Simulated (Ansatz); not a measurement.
**CH4Si (SMILES [CH][SiH3]): the electronic atomisation energy, rung by rung**

CH4Si: 6 atoms, total charge 0, spin state triplet. SMILES: `[CH][SiH3]`. The coordinates come from a GFN2-xTB relaxation.

Quantity: the electronic atomisation energy, in eV. The values are calculated. Electronic energies at fixed atoms, without zero-point motion or spin-orbit coupling.

```tsv
level	kind	program	value (eV)	less CCSDT/STO-3G
UHF/STO-3G	Hartree–Fock	Ansatz	18.95	-1.56
UBLYP/STO-3G	GGA	Ansatz	23.18	+2.67
U-r2SCAN0/STO-3G	hybrid meta-GGA	Ansatz	23.21	+2.70
UPBE0/STO-3G	global hybrid	Ansatz	23.17	+2.66
UHSE06/STO-3G	range-separated hybrid	Ansatz	23.18	+2.67
UB2PLYP/STO-3G	double hybrid	Ansatz	22.14	+1.63
RPA@PBE/STO-3G	RPA	Ansatz	19.61	-0.90
UMP2/STO-3G	perturbation theory	Ansatz	20.11	-0.40
UBCCD(T)/STO-3G	coupled cluster or CI	Ansatz	20.50	-0.01
UCCSDT/STO-3G	coupled cluster or CI	Ansatz	20.51	0.00
```

UCCSDT/STO-3G is the highest level here, not the true value. The values span 18.95 to 23.21 eV. All rows use very small basis sets, so even the best lies far from the true value.

Electron correlation strengthens the binding of this triplet carbene: the atomisation energy rises from 18.95 eV in Hartree–Fock to 20.51 eV with full triples. Forming the C–H, Si–H and C–Si bonds pairs electrons that are unpaired in the separated atoms, and the correlation within those new pairs is missing from the mean-field description. Second-order perturbation theory already recovers most of the gain. The near-coincidence of UBCCD(T) and UCCSDT suggests that the triplet, with its two unpaired electrons mainly on carbon, is well described by a single reference.

The GGA and the three hybrids agree closely with one another yet lie well above coupled cluster, probably because their correlation is a functional of the density and needs no virtual orbitals to develop. Their mutual agreement is therefore no evidence of accuracy, nor does their offset measure intrinsic overbinding. An electropositive silyl group is known to favour the triplet in carbenes, but without a singlet calculation these energies can't establish the ground state.
